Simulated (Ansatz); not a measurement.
Nb: pressure and energy less free atoms against volume per atom

Periodic Kohn-Sham DFT of a crystal at fixed atoms; pressure and stress are positive in compression; the energy is the free energy less that of spherical unpolarised free atoms; site moments are those in the method's own spheres, positive along +z. The results are calculated, by Ansatz 0.2.0.

Cell of the first row (space group Fm-3m, No. 225):
```
cell vectors (Å)
   0.0000     2.0718     2.0718
   2.0718     0.0000     2.0718
   2.0718     2.0718     0.0000
atoms (fractions of the cell vectors)
Nb  0.00000  0.00000  0.00000
```

Settings of every row: method all-electron LAPW; functional LDA; relativity scalar; k mesh 13x13x13; filling fermi-dirac; smearing width 0.03 eV; basis error target 0.5 meV/atom; nucleus gaussian.

Atom start moment: 0 on all atoms.

| row | volume per atom (Å³) | pressure (GPa) | energy less free atoms (eV/atom) |
| --- | --- | --- | --- |
| 1 | 17.786 | -0.134 | -10.8883 |
| 2 | 18.165 | -3.842 | -10.8836 |
| 3 | 18.543 | ? | ? |
| 4 | 18.733 | -8.822 | -10.8609 |
| 5 | 18.922 | -10.326 | -10.8496 |
| 6 | 19.111 | -11.752 | -10.8366 |
| 7 | 19.3 | -13.102 | -10.8219 |
| 8 | 19.679 | -15.594 | -10.7879 |
| 9 | 20.057 | -17.832 | -10.7484 |

Question: what pressure and energy less free atoms should row 3 give?

Worked fit of pressure. Take u = (V_r/V)^(2/3) − 1 with V_r = 19.017 Å³ an atom, which is twice the finite (Eulerian) strain; such expansions in the strain, on which the Birch-Murnaghan equation of state is built, carry the rest volume and the bulk modulus. The shown rows have u = 0.04562, 0.03103, 0.01008, 0.00334, -0.00328, -0.0098, -0.02255, -0.03487. Least squares give pressure = −11.0476 + 215.266 × u + 566.64 × u² − 878 × u³ GPa; a parabola predicts inner rows, each left out in turn, worse (root mean square 0.016 against 0.0097 GPa). The rows lie off it by -0.003, 0.007, -0.001, -0.004, -0.004, 0.000, 0.010, -0.004 (root mean square 0.0051 GPa). The withheld row has u = 0.01697, so the fit gives −11.0476 + 215.266 × (0.01697) + 566.64 × (0.01697)² − 878 × (0.01697)³ = -7.236 GPa.

The calculation gave -7.24 GPa. The fit lies 0.004 GPa (0.023 % of the column's range) above it; its largest miss of a shown row is 0.010 GPa.

Worked fit of energy less free atoms. Take u = (V_r/V)^(2/3) − 1 with V_r = 19.017 Å³ an atom, which is twice the finite (Eulerian) strain; such expansions in the strain, on which the Birch-Murnaghan equation of state is built, carry the rest volume and the bulk modulus. The shown rows have u = 0.04562, 0.03103, 0.01008, 0.00334, -0.00328, -0.0098, -0.02255, -0.03487. Least squares give energy less free atoms = −10.84326 − 1.9692 × u + 21.534 × u² eV/atom; a straight line predicts inner rows, each left out in turn, worse (root mean square 0.011 against 2.7e-05 eV/atom). All shown rows lie on it to the printed digit. The withheld row has u = 0.01697, so the fit gives −10.84326 − 1.9692 × (0.01697) + 21.534 × (0.01697)² = -10.8705 eV/atom.

The calculation gave -10.8704 eV/atom. The fit lies 0.0001 eV/atom (0.071 % of the column's range) below it, one unit of the last digit.
